## Six levels of theory, known only by their errors

The molecule is BBH₂, planar, with both hydrogen atoms on the same boron atom. Its triplet state is ionised at fixed atoms to a quartet cation, which costs about 12.9 eV. This isn't the molecule's lowest ionisation: in PBE the unpaired electrons lie well above the one removed here, and taking one of them would leave a doublet cation. Six of the methods used for this energy have lost their names. What remains is how far each lies from the best estimate at the basis limit; a negative value means that the method makes the ionisation too cheap.

Vertical ionisation of triplet B₂H₂ to its quartet cation at the PBE0/def2-TZVP geometry, calculated with Ansatz 0.2.0 and, for AFQMC, Ansatz afq 1. All levels use the cc-pVTZ basis unless marked CBS; the wavefunction methods start from UHF determinants and keep the cores frozen. The reference level for the best estimate is CCSDT(Q). Candidates: HF/CBS, PBE0, CCSDT, B2PLYP, PBE, HF.

```csv
row,this level less the best estimate at the basis limit (meV),"statistical noise, one standard error (meV)"
A,-55.0,0.000
B,-210.0,0.000
C,-883.0,0.000
D,-294.0,0.000
E,-878.0,0.000
F,-148.0,0.000
```

Some other levels of the same calculation keep their names and will serve as clues. The question is practical as well as playful: an error whose cause is understood can be expected again in similar ionisations.

## The deep pair

Start with what ionisation does here. The neutral has five valence electrons of one spin and three of the other. Going from triplet to quartet removes one of the three, an electron that shares its orbital with a partner and moves among five electrons of opposite spin. Electrons of opposite spin lower their energy by avoiding one another, and this avoidance is most of what Hartree–Fock (HF) leaves out. Electrons of like spin are already kept apart by the antisymmetry of the wavefunction.

The neutral therefore has more correlation energy to lose than the cation. A method without correlation places the neutral too high relative to the cation and finds too small an ionisation energy. The calculation supports the emphasis on opposite spins: they supply 81% of the neutral's pair correlation energy at second order (MP2). As a rough rule, breaking up one electron pair costs about 1 eV of correlation. Only C and E, both near −880 meV, have errors of that size, so they are the two HF entries.

Which of them is HF in the triple-zeta basis, and which is HF at the basis limit (HF/CBS)? It is tempting to argue by analogy, because going to the limit raises the MP2 value by 74 meV and that of CCSD(T), coupled cluster with perturbative triples, by 54 meV. That would make E, the higher one, the limit. But those shifts come mainly from correlation, which a small basis describes poorly and HF doesn't have at all. A larger basis lets the HF energy of each state fall, yet the difference between two falling energies may move either way. The order of C and E stays open.

## The value that keeps close company

A, at −55 meV, is the easiest to place. CCSD(T) has an error of −56 meV and CCSDT(Q), which adds quadruple excitations, one of −54 meV. CCSDT stands between them in its treatment of correlation. If A were something else, CCSDT would have to take one of the remaining values, the nearest of which is F at −148 meV. A jump of about 90 meV away from both neighbours, and back again, would be very odd, so A is CCSDT.

The close agreement doesn't mean that the total energies have settled. From CCSD(T) to CCSDT the neutral's energy still falls by 37 meV, while the ionisation energy changes by only 1 meV. The cation must fall by nearly the same amount. The higher excitations matter for each state, but almost cancel in the difference.

## Three functionals and a tempting rule

B, D and F remain for PBE, PBE0 and B2PLYP. PBE0 is PBE with a quarter of its exchange replaced by exact exchange, the kind used in HF. This suggests a simple mixing rule for the errors $\Delta$:

$$\Delta_{\mathrm{PBE0}} \approx \tfrac{3}{4}\,\Delta_{\mathrm{PBE}} + \tfrac{1}{4}\,\Delta_{\mathrm{HF}}.$$

Try F as PBE and take E for HF. Three quarters of −148 meV is −111 meV, a quarter of −878 meV is about −220 meV, and the sum is about −330 meV. D lies within 40 meV of this. The other two choices for PBE find no partner as close, so the rule votes for F as PBE and D as PBE0.

The physics speaks against that vote. The large HF error comes from absent correlation, and PBE0 keeps the whole of PBE's correlation. Taking in a quarter of exact exchange doesn't take in a quarter of the HF error.

What exact exchange does change is a different fault. In a functional such as PBE, an electron partly repels itself, and the hole left by ionisation tends to spread too far. By the usual argument this makes the cation too stable and the ionisation energy too small, though a molecule of four atoms leaves the hole little room to spread. Exact exchange reduces the fault, so PBE0 and B2PLYP, which both contain it, should lie above PBE. The named functionals fit this: r2SCAN, without exact exchange, has an error of −237 meV, against −122 meV for B3LYP and −137 meV for wB97M-V, which include it. D is therefore probably PBE.

Between B and F the evidence is thin. B2PLYP has more exact exchange than PBE0 and adds some MP2-type correlation, which makes F the better guess for it. But the two functionals differ in several ingredients at once, and the argument about exchange can't settle their order.

## The names

The rows with their labels:

```csv
level,this level less the best estimate at the basis limit (meV),"statistical noise, one standard error (meV)"
HF,-878.0,0.000
MP2,-93.0,0.000
CCSD,-81.0,0.000
CCSD(T),-56.0,0.000
CCSDT,-55.0,0.000
CCSDT(Q),-54.0,0.000
ph-AFQMC/HF,50.0,29.000
ph-AFQMC/CISD,-23.0,6.000
released AFQMC,-43.0,6.000
free AFQMC,-48.0,11.000
HF/CBS,-883.0,0.000
MP2/CBS,-19.0,0.000
CCSD(T)/CBS,-2.0,0.000
PBE,-294.0,0.000
r2SCAN,-237.0,0.000
PBE0,-210.0,0.000
B3LYP,-122.0,0.000
wB97M-V,-137.0,0.000
B2PLYP,-148.0,0.000
```

The firm assignments hold: A is CCSDT, and C and E are the HF pair. The analogy with the correlated methods would have put that pair the wrong way round, since HF moves down by 5 meV on the way to the limit. D is PBE, and the guess for B and F was right, though it was still a guess.

The mixing rule fails badly once the correct names are used. It predicts −440 meV for PBE0, where the calculation gives −210 meV. Even the direction is wrong: exact exchange moves the result 84 meV up from PBE, away from HF. The near match found earlier was an accident of three numbers. The output printed below shows all three trials of the rule.

All functionals with exact exchange lie above the two without it, but the amount of exact exchange doesn't put them in order. B3LYP and PBE0 contain similar shares, yet their errors differ by 88 meV, about as much as those of PBE and PBE0. The rest of the functional matters just as much.

There may be a further reason for the scatter. In PBE, the two highest occupied levels from which the electron could be taken are only 0.22 eV apart. Different functionals might empty different orbitals and so reach different cations. This is a possibility, not a finding, but the spacing is comparable to the errors under discussion.

## What to do with this

Don't use HF for such an ionisation energy, and don't try to rescue it with a larger basis. In the triple-zeta basis it lies 824 meV below CCSDT(Q), while the basis limit changes it by only 5 meV. The fault is in the method.

With coupled cluster the priorities are reversed. Going from CCSD(T) to CCSDT(Q) changes the result by 2 meV, whereas going to the basis limit changes CCSD(T) by 54 meV. For this ionisation energy, effort is better spent on the basis than on higher excitations. The tiny remaining error of CCSD(T) at the limit is no independent proof of accuracy, because the best estimate is itself built from that value. The calculation also carries a warning that the cation's state may be diffuse, which would make the energy depend strongly on the basis. The estimated limit, and with it every error in the table, may then be less settled than these small steps suggest.

Before ranking methods by such a table, separate the error of the method from that of the basis. Phaseless quantum Monte Carlo with the better trial function (ph-AFQMC/CISD) has an error of −23 meV and looks superior to CCSDT(Q) at −54 meV. In the same basis, however, it lies 31 meV above CCSDT(Q), with a statistical noise of 6 meV. Part of the basis error has been cancelled by an error of opposite sign.

With a functional, expect an ionisation energy that is too small by one to three tenths of an electronvolt in this case. Inspect which orbital has been emptied before comparing two functionals. If they describe different cations, the difference between their results isn't a measure of their quality.

The analysis program printed:

```
HF error as share of the best gap, percent: -6.816
PBE error as share of the best gap, percent: -2.282
HF error over PBE error, ratio: 2.986
correlation part of the gap in cc-pVTZ, CCSDT(Q) less HF, meV: 824
opposite-spin share of the neutral's MP2 pair correlation, percent: 81.25
step to the basis limit for HF, meV: -5
step to the basis limit for MP2, meV: 74
step to the basis limit for CCSD(T), meV: 54
fall of the neutral's energy from CCSD(T) to CCSDT, meV: 36.65
fall of the neutral's energy from CCSDT to CCSDT(Q), meV: 8.24
change of the gap from CCSD(T) to CCSDT, meV: 1
change of the gap from CCSDT to CCSDT(Q), meV: 1
blending rule for PBE0 if PBE were the shallowest value, meV: -330.5
blending rule for PBE0 if PBE were the middle value, meV: -377
blending rule for PBE0 if PBE were the deepest value, meV: -440
PBE0 less PBE as computed, meV: 84
B2PLYP less PBE0, meV: 62
B3LYP less PBE0, meV: 88
distance of the two highest beta levels in PBE, meV: 222.7
```
